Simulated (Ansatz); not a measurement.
Abstraction of H: B(SiH3)3 + C2H6AlS → B(SiH2)(SiH3)2 + C2H7AlS

Gas-phase species: B(SiH3)3, singlet; C2H6AlS `[CH3][Al][S]C`, doublet; B(SiH2)(SiH3)2, doublet; C2H7AlS `[CH3][AlH][S]C`, singlet. A radical takes H: the energy is the difference in strength between the Si–H bond broken and the Al–H bond made.

Shapes, held fixed at every level: PBE0-D4/def2-TZVP. Flexible molecules stand in one conformer, not always the lowest. Programs: Ansatz 0.2.0. The zero-point and thermal change to 298 K, harmonic and unscaled (PBE0-D4/def2-TZVP), is -2.7 kJ/mol.

| level | kind | ΔH(298 K) (kJ/mol) | less CCSD(T)/CBS estimate |
| --- | --- | --- | --- |
| MP2/def2-TZVPP | perturbation theory | -39.7 | -2.7 |
| HF/def2-TZVPP | Hartree–Fock | -16.4 | +20.6 |
| SPW92/def2-TZVPP | LDA | -36.6 | +0.4 |
| r2SCAN-D4/def2-TZVPP | meta-GGA | -38.7 | -1.7 |
| BHLYP-D4/def2-TZVPP | global hybrid | -35.0 | +2.0 |
| CCSD/def2-SVP | coupled cluster or CI | -37.4 | -0.4 |
| CCSD(T)/def2-TZVPP | coupled cluster or CI | -37.4 | -0.4 |
| CCSD(T)/CBS estimate | coupled cluster or CI | -37.0 | 0.0 |

The highest level, CCSD(T)/CBS estimate, gives ΔH(298 K) = -37.0 kJ/mol; the levels span -39.7 to -16.4. The column of differences is taken from that level and isn't an error. No measured value is set beside it here. Open shells run unrestricted. The CBS estimate extrapolates MP2 from def2-TZVPP and def2-QZVPP and adds CCSD(T) − MP2 in the triple-zeta set, cores frozen.

Hydrogen transfer from silicon to aluminium is clearly exothermic: at the highest level the new Al–H bond is stronger than the broken Si–H bond by 37.0 kJ/mol. Much of the driving force probably comes from the silicon side. Removing H leaves a silyl radical next to tricoordinate boron, whose formally empty p orbital can accept spin density from silicon and so weaken the Si–H bond. The aluminium radical, by contrast, is formally Al(II) and regains the favoured trivalent state on taking up hydrogen.

Every level agrees on the direction, and all those that include correlation lie close together. Hartree–Fock alone stands apart, recovering less than half of the exothermicity, probably because correlation favours the products even though one X–H bond is exchanged for another. The sign of the reaction enthalpy is therefore secure, but a single reaction enthalpy can't separate the boron effect from the intrinsic strength of the Al–H bond; comparison with a silane lacking boron would be needed for that.
